## Question

Lead telluride in its rock-salt structure is squeezed to 0.96 of its volume. Density functional theory supplies the electron bands, and the Bethe–Salpeter equation then lets an excited electron interact with the hole that it leaves behind. Each row below is one excited state of this one crystal. The exciton energies are the photon energies needed to reach the states, and the exciton weights say how strongly each state absorbs light polarised along one fixed direction.

GPAW 26.7.0, Bethe–Salpeter equation on LDA bands without spin–orbit coupling, for rock-salt PbTe at 0.96 of its volume (two-atom cell, edge 4.508 Å). The runs use a 6×6×6 k mesh, cutoffs of 400 eV (plane waves) and 30 eV (response), 55 response bands, and pairs from 6 valence and 2 conduction bands with a 0.24 eV scissors shift. Weights are for light polarised along z.

| row | exciton energies (eV) | exciton weights |
| --- | --- | --- |
| 1 | 0.697 | 0.022 |
| 2 | 0.697 | 1.052 |
| 3 | 0.697 | 0.344 |
| 4 | 0.697 | 0.000 |
| 5 | 1.181 | 1.804 |
| 6 | 1.186 | 0.351 |
| 7 | 1.188 | 0.589 |
| 8 | 1.188 | 0.078 |
| 9 | 1.698 | 2.386 |
| 10 | 1.698 | 1.595 |
| 11 | 1.698 | 1.936 |
| 12 | 1.710 | 0.000 |
| 13 | 1.710 | 0.000 |
| 14 | 1.710 | 0.000 |
| 15 | 1.711 | 0.000 |
| 16 | 1.711 | 0.000 |
| 17 | 1.745 | 1.145 |
| 18 | 1.745 | 0.726 |
| 19 | 1.745 | 0.645 |
| 20 | 1.746 | 0.000 |
| 21 | 1.753 | 0.000 |
| 22 | 1.753 | 0.000 |
| 23 | 1.753 | 0.000 |
| 24 | 1.754 | 0.000 |

The direct gap between the bands is 0.483 eV, and a correction then moves the conduction bands up rigidly by 0.24 eV. Only spin-singlet pairs of electron and hole were treated, built from six valence bands and two conduction bands.

The energies come in bunches: rows 1–4, 5–8, 9–16 and 17–24. Some levels absorb, while others have a weight of 0.000 and are dark. Three explanations are put forward.

- **A.** The bunches are the successive shells of a hydrogen-like exciton, an electron circling a hole.
- **B.** The dark levels are spin triplets, which light can't excite from a singlet ground state.
- **C.** The bunches are band-to-band transitions, repeated at points of the crystal's momentum space that symmetry makes equivalent.

(a) Test A on row 5.

(b) Decide between B and C for row 4, which is dark although rows 1–3 absorb.

(c) Extend the argument to rows 9–16 and 17–24.

(d) One bunch breaks a rule of cubic symmetry. Find it and suggest a cause.

(e) Row 1 lies below the corrected gap. May the difference be quoted as the exciton binding energy of the material?

## Model answer

**(a) The hydrogen picture**

Explanation A is tempting. The second shell of hydrogen has four states, and the second bunch has four levels. But a hydrogen-like series also has a fixed energy scale, which can be tested:

Eₙ = E_gap − R/n²

Here E_gap is the energy of a free electron and hole, R is the binding energy of the lowest state, and n counts the shells.

The corrected gap is 0.483 + 0.24 = 0.723 eV. Row 1 lies at 0.697 eV, so R = 0.723 − 0.697 = 0.026 eV. This row sets R and therefore doesn't test the formula.

Row 5 does. The second shell should lie at 0.723 − 0.026/4 ≈ 0.716 eV, whereas row 5 lies at 1.181 eV. That is not merely a poor fit. Every shell of the series must stay below the gap, and row 5 is 0.46 eV above it, as are all later rows by still more. Explanation A fails for everything beyond the first bunch.

**(b) Why row 4 is dark**

Explanation B falls at once, because the calculation contains no triplets. A dark singlet needs another reason, and the directions of the transition dipoles provide one.

It is well known that PbTe has its smallest gap at the L points, where the cube diagonals meet the boundary of the momentum zone. There are four such diagonals and so four equivalent valleys. With one valence and one conduction level in each, the lowest transition occurs four times. This matches the number of levels in the first bunch.

Each of these transitions has a dipole along its own diagonal. With a suitable choice of signs, the four dipoles point along

(1, 1, 1), (1, −1, −1), (−1, 1, −1), (−1, −1, 1).

An exciton state is a mixture of the four valleys, and its dipole is the sum of these arrows, each multiplied by its share in the mixture. With equal shares the x components give 1 + 1 − 1 − 1 = 0, and y and z vanish in the same way. This mixture can't absorb, although every valley in it can.

Now reverse the signs of the last two valleys. The x components become 1 + 1 + 1 + 1 = 4, while y and z still cancel, so this mixture absorbs light polarised along x. Two similar mixtures serve y and z. The result is three absorbing levels of equal energy and one dark level, which is the pattern of rows 1–4.

The weights of rows 1–3 look very unequal: 0.022, 1.052 and 0.344. This is no contradiction. States of equal energy may be mixed with one another at will, and the program's choice need not line up with the polarisation of the light. Only the sum over the three rows has a meaning.

**(c) The two higher bunches**

In rows 9–16, three levels absorb, three are dark at 1.710 eV and two are dark at 1.711 eV. Eight states arise if the transition starts from a twofold valence level at L, since four valleys times two levels make eight. A dipole has only three components, so three mixtures can carry all the absorption. Cubic symmetry sorts the remaining five into a group of three and a group of two, just as it splits the five d orbitals of an ion in a cubic crystal.

Rows 17–24 show another order: three absorbing, one dark, three dark, one dark. The table stops at row 24, so it can't show that the bunch ends there, and the last row may be the first member of a group of two or three. Two readings fit what is visible, both with the lowest band pair at mesh points away from L.

The first reading uses the eight points next to L on the cube diagonals, two on each at opposite momenta. The two points on one diagonal can be combined so that their dipoles add or so that they cancel. The adding combinations behave like the four valleys of part (b) and give three absorbing levels and one dark one. The cancelling combinations split in the same way, but all four are dark. The bunch would then be complete at row 24.

The second reading uses twelve equivalent points on the face diagonals, the lines of type (1, 1, 0). Symmetry sorts twelve such transitions into three absorbing levels, one single dark level, two dark groups of three and a dark pair. Rows 17–23 then hold the absorbing three, the single level and one group of three, and row 24 opens one of the two remaining groups. This reading is the more likely one: PbTe has its second valence maximum on these lines, so the band pair is expected to lie closer together there than at the points next to L. The band energies on the mesh, or a list running to row 28, would decide.

The assignment to momentum points and bands is an inference from known band structure and from counting. The two bunches are only 0.03 eV apart, so the energies alone would hardly separate them. The different patterns support the division, although absorbing groups this close in energy can mix.

**(d) The bunch that breaks the rule**

In a cubic crystal the x, y and z directions are equivalent, so an absorbing level must come in threes of equal energy. The absorbing levels of the first, third and fourth bunches obey this to within 0.3 meV. In rows 5–8 all four levels absorb, and even the closest three are spread over 2.7 meV. The crystal can't produce this pattern, so it must come from the settings.

The likely culprit is the limit of two conduction bands. If the second conduction level at L is twofold, the limit keeps one partner and drops the other. What remains in each valley is a dipole in a direction that the numerical solution happened to pick, and four such dipoles need not respect the symmetry of the cube. This would also explain why the bunch has four levels instead of eight.

This cause is untested. A repeat with a third conduction band would decide: the bunch should then grow to eight levels with the pattern of rows 9–16.

**(e) The binding energy**

No. The 0.026 eV is a property of this mesh more than of PbTe. In the hydrogen-like picture the radius of an exciton grows with the dielectric constant ε and shrinks with the reduced mass μ of electron and hole, given in electron masses. With rough assumed values, ε ≈ 30 and μ ≈ 0.05 (the measured masses of PbTe give a smaller μ, which only enlarges the result), the radius is about 0.53 Å × 30/0.05, or some 300 Å.

A mesh of six points along each direction describes a crystal that repeats after 6 × 4.508 Å ≈ 27 Å. An exciton whose radius alone is more than ten times that length doesn't fit into it. The same rough values give a binding of 14 eV × 0.05/30², which is of the order of 1 meV and far below the calculated difference.

The table shows the same problem in terms of energy. On either reading in (c), no transition away from L lies below the fourth bunch, so one step of the mesh away from L costs about 1.05 eV or more, at least some forty times the apparent binding. The calculated exciton therefore sits almost entirely on the L points themselves and can't take up its natural shape.

## Remarks on the reasoning

A good answer uses the hydrogen formula for its energies as well as its number of states. Four levels in the second bunch seem to favour A, but that count is probably itself a product of the cut described in (d). One subtraction from the gap settles the matter without any knowledge of valleys.

The evidence for C is of two kinds. The table shows how many levels lie together and which of them absorb. Theory shows that valleys on the cube diagonals must produce such patterns. The agreement is strong for rows 1–4 and 9–16. Rows 5–8 need the added assumption of a severed pair, and rows 17–24 may be cut off by the end of the table, so their pattern alone can't fix the momentum points.

The counting can be carried over to other crystals. Multiply the number of equivalent momentum points by the number of band pairs that have equal energy there; this gives the size of the bunch. Then add the dipoles as arrows to find which mixtures absorb. Dark levels are thus a normal result of symmetry, even when every single transition is allowed.

For anyone who uses such a spectrum in practice, the bunches differ in what they mean. On the present assignment, the second and third are transitions between other bands at L, and they should stay roughly in place on a finer mesh that still contains L. The fourth is a single sample from a continuous range of transitions away from L. On a finer mesh the neighbours of L move closer, and their levels should fill the empty range above the first bunch. Bound levels also shift until the mesh is fine enough, so a peak should be given a meaning only once it has stopped moving.

The energies shouldn't be compared with a measured absorption edge. Spin–orbit coupling, left out here, is strong in both elements; it lowers the gap of PbTe considerably and splits twofold levels of the kind used in (c). Compression also shrinks this gap, and the bands, cutoffs and mesh are not converged. The argument from equal energies and dark levels survives these faults because it rests on the symmetry of the model that was calculated.
